If a tenth of the molecules in a sample turn from one shape into another, an averaged NMR shift moves by a tenth of the difference between the shifts of the two shapes. Populations therefore matter only as far as the shapes differ in shift. The molecule here is an imine with a germanium–germanium bond, CH₂=N–GeH₂–GeH₂–CH₂–CH(CH₃)₂, whose single bonds let the chain fold in several ways. Between its four computed conformers no carbon or nitrogen signal moves by more than 2.2 ppm, and no proton signal by more than 0.2 ppm, when equivalent atoms are averaged. Even a large redistribution among these four shapes can thus move the averages only a little.

The argument takes two lines. Rotation about single bonds is normally fast on the NMR time scale at room temperature, so each atom, or group of equivalent atoms, shows one averaged shift:

δ_av = Σ p_k δ_k

Here δ_k is the shift in conformer k and p_k is the fraction of molecules in that conformer. If the fractions change by Δp_k, these changes add up to zero, and the average may be subtracted from every shift:

Δδ_av = Σ Δp_k (δ_k − δ_av)

An error in the populations is multiplied by a difference between conformers, never by the shift itself. A signal far down the scale is not, for that reason alone, more exposed to such an error than one near zero.

GIAO shifts of CH₂=N–GeH₂–GeH₂–CH₂–CH(CH₃)₂ without solvent (PySCF 2.14.0, tblite 0.8.0), mPW1PW91/6-31G(d) on GFN2-xTB geometries, as reference shielding minus that here. Averages use Boltzmann weights at 298.15 K from PBE0-D3(BJ)/def2-SVP energies with GFN2-xTB free-energy terms. Atoms are numbered along the chain from the imine carbon, H by its carrier.

```
atom  nucleus  count  reference  shift in conformer 1 (ppm)  shift in conformer 2 (ppm)  shift in conformer 3 (ppm)  shift in conformer 4 (ppm)  averaged shift (ppm)
   1      13C      1        TMS                       157.8                       158.2                       157.6                       157.7                 157.9
   2      15N      1        NH3                       369.1                       366.9                       367.9                       367.5                 368.1
   5      13C      1        TMS                        24.4                        23.8                        25.4                        23.2                  24.4
   6      13C      1        TMS                        29.0                        30.4                        29.1                        30.0                  29.5
   7      13C      2        TMS                        25.8                        25.8                        25.7                        26.2                  25.8
   1       1H      1        TMS                         8.5                         8.5                         8.5                         8.5                   8.5
   1       1H      1        TMS                         8.5                         8.5                         8.5                         8.5                   8.5
   3       1H      2        TMS                         5.4                         5.5                         5.4                         5.4                   5.4
   4       1H      2        TMS                         4.1                         4.2                         4.0                         4.1                   4.1
   5       1H      2        TMS                         1.2                         1.2                         1.2                         1.2                   1.2
   6       1H      1        TMS                         2.0                         1.9                         2.0                         2.1                   2.0
   7       1H      6        TMS                         1.0                         1.1                         1.0                         1.1                   1.1
```

The large differences in the table come from bonding, which folding leaves intact. The imine carbon C1 averages 157.9 ppm, whereas C5, the carbon attached to germanium, averages 24.4 ppm. Standard shielding theory explains much of the gap by the low-lying empty π* orbital of the C=N bond. A magnetic field mixes occupied orbitals with such empty ones, and the resulting currents reduce the shielding at the nucleus. Turning the chain about its single bonds keeps the double bond, so this contribution is present in every conformer.

The protons follow the same division between bonding and folding. Their shifts cover a much narrower scale, because a hydrogen atom has no valence p shell to carry strong currents of this kind. Measured against the range of the averages, the largest conformer effect is about 2 % for carbon and 3 % for hydrogen, the latter resting on only two steps of the last printed digit. Protons look steadier in ppm chiefly because everything about them is smaller in ppm. The two protons on C1 sit in different places relative to germanium, yet both print 8.5 ppm and cannot be told apart by these shifts.

The protons on germanium show that electron withdrawal is only part of the bonding effect. H3, on the germanium bound to nitrogen, lies 1.3 ppm above H4, as an electron-withdrawing neighbour would suggest. But H4 lies at 4.1 ppm and H5, on carbon, at 1.2 ppm, although germanium draws electrons less strongly than carbon. Field-induced currents around germanium are a plausible reason, untested here. Spin–orbit coupling is also absent from the calculation, and the shifts have not been scaled to fit experiment. The absolute shifts, above all those of atoms bound to germanium, therefore deserve less trust than their changes between conformers.

Butane shows how folding can reach a carbon without changing its bonds. Its two end carbons are separated by three bonds and can lie far apart (anti) or turn towards each other (gauche). The gauche position lowers the shift of an end carbon by roughly 5 ppm, a recalled size for this well-known gamma-gauche effect. The comparison tells us where to look: at atoms three bonds away that change between anti and gauche. It does not supply the size of the effect here, because bonds to germanium are longer than carbon–carbon bonds and hold the groups further apart.

Applied to this chain, the test finds little exchange of that kind. C1 stays on the same side as Ge4 in all four conformers, with a torsion angle within 2° of zero. C5 stays roughly anti to N2, although the angle varies between 146° and 178°. C6 stays on the gauche side of Ge3, though in one conformer the C5–C6 bond is turned much closer to eclipsing the germanium–germanium bond than in the others. The four shapes differ in how far and in which direction the chain turns, but for these three carbons they do not swap an anti neighbour for a gauche one. That offers a possible structural reason for the small spreads; it is not evidence that the gamma-gauche effect is weak near germanium.

The methyl row, C7, adds a second way for folding to disappear from a spectrum. It averages two methyl groups, so if one moves from anti to gauche while the other does the reverse, the row hardly changes. Its spread of 0.5 ppm would fit such an exchange. A weak gauche effect of the germanium atom on the methyl carbons would fit it too, and the averaged row does not separate the two.

The irregular carbons are C5 and C6, at the point where the isobutyl group joins the chain. From conformer 4 to conformer 3, C5 rises by 2.2 ppm while C6 falls by 0.9 ppm. These two conformers have nearly the same angles from the imine to the germanium–germanium bond; they differ in how the isobutyl end is turned. The change at C5 therefore most likely goes with that end of the molecule. The turn about the Ge4–C5 bond changes, and the methyl groups may be placed differently as well; the listed angle follows only one of the two, so it cannot tell. The comparison does not separate these effects, but the opposite signs at C5 and C6 rule out a uniform shift of all carbons on folding.

Nitrogen is as sensitive as C5, with its highest shift in conformer 1. An imine nitrogen has a lone pair close in energy to the empty π* orbital, so a small change in its surroundings can plausibly alter the shielding by a ppm or two. The listed torsions alone do not order its shifts: conformers 1 and 3 have similar angles but differ by 1.2 ppm at N2 and by 1.0 ppm at C5. The two conformers may be distinct arrangements of the methyl groups or one shallow minimum counted twice. In the second case their combined population would be too large. N2 is a good row on which to test the weights, because conformer 1 lies further from the average there than in any other row.

Such a test is needed because the energy differences are small. The weights place conformer 2 only about 0.3 kcal/mol above conformer 1, a gap that the error of the energy calculation can exceed. Two conformers, 1 and 4, also keep an imaginary vibration, so their geometries are not confirmed as true minima and their free energies are less certain. Their shifts might also change a little on further relaxation, which a test of the weights cannot show. Conformer 1 has the largest population, so an error in its energy matters most. Suppose, then, that conformer 1 really lies 0.5 kcal/mol higher than computed.

At room temperature the thermal energy RT is about 0.59 kcal/mol, so the relative weight of conformer 1 is multiplied by

exp(−0.5 / 0.59) ≈ 0.43

After the weights are scaled back to a total of one, its population falls from 42 % to about 23 %. The other three conformers gain the difference, and their weighted N2 shift lies about 1.7 ppm below that of conformer 1. The average therefore changes by

Δδ_av ≈ −0.18 × 1.7 ppm ≈ −0.3 ppm

Nearly halving the leading population moves the most sensitive average by less than a third of a ppm.

A harsher test discards the energies altogether and gives all four conformers equal weight. Over the twelve rows, this model without adjustable parameters stays within 0.25 ppm of the Boltzmann averages, with its largest miss at N2. Using conformer 1 alone misses the same nitrogen average by 1.0 ppm. For nitrogen, including several shapes thus matters more than ranking them precisely. At C5, where conformer 1 happens to match the printed average, equal weights do slightly worse than conformer 1 alone. The analysis printed after the text gives the comparison row by row; it measures agreement with the computed averages, not with experiment.

A larger risk may lie in shapes outside the average. The four conformers cover about 74 % of the population estimated with GFN2-xTB, and their weights have been scaled up to a full hundred. If the omitted share m has a mean shift δ_out, including it changes the average by

Δδ_av = m (δ_out − δ_av)

With m about 0.26 and, purely for illustration, a difference of 5 ppm as in butane, the change would be 1.3 ppm. That is about four times the change found for N2 when conformer 1 was raised in energy. An omitted shape deserves most suspicion if it turns C5 gauche to N2 or C6 anti to Ge3, since none of the present four does either.

Printed output of the fit:

```
Conformer effects in ppm:
  row  spread  conformer 1 less average  equal weights less average  change if conformer 1 is 0.5 kcal/mol higher
    1     0.6                      -0.1                      -0.075                                       0.01639
    2     2.2                         1                       -0.25                                       -0.3128
    5     2.2                         0                        -0.2                                      -0.01676
    6     1.4                      -0.5                       0.125                                        0.1528
    7     0.5                         0                       0.075                                      0.005078
    1       0                         0                           0                                    -1.776e-15
    1       0                         0                           0                                    -1.776e-15
    3     0.1                         0                       0.025                                      0.008286
    4     0.2                         0                           0                                      0.001402
    5       0                         0                           0                                     -2.22e-16
    6     0.2                         0                           0                                     -0.005296
    7     0.1                      -0.1                       -0.05                                       0.01128
Range of averaged 13C shifts over the carbons, ppm: 133.5
Largest 13C spread between conformers, ppm: 2.2
Largest 13C spread as percentage of the 13C range: 1.648
Largest 1H spread between conformers, ppm: 0.2
Largest 1H spread as percentage of the 1H range: 2.703
C5 shift, conformer 3 less conformer 4, ppm: 2.2
C6 shift, conformer 3 less conformer 4, ppm: -0.9
H3 less H4 averaged shift, ppm: 1.3
Largest miss of equal weights, ppm: 0.25
Largest miss of conformer 1 alone, ppm: 1
Free-energy gap of conformer 2 above 1 from the weights, kcal/mol: 0.265
Free-energy gap of conformer 4 above 1 from the weights, kcal/mol: 0.8688
GFN2-xTB weight left out, percent: 25.9
Change of an average if the omitted share differs by 5 ppm, ppm: 1.295
```
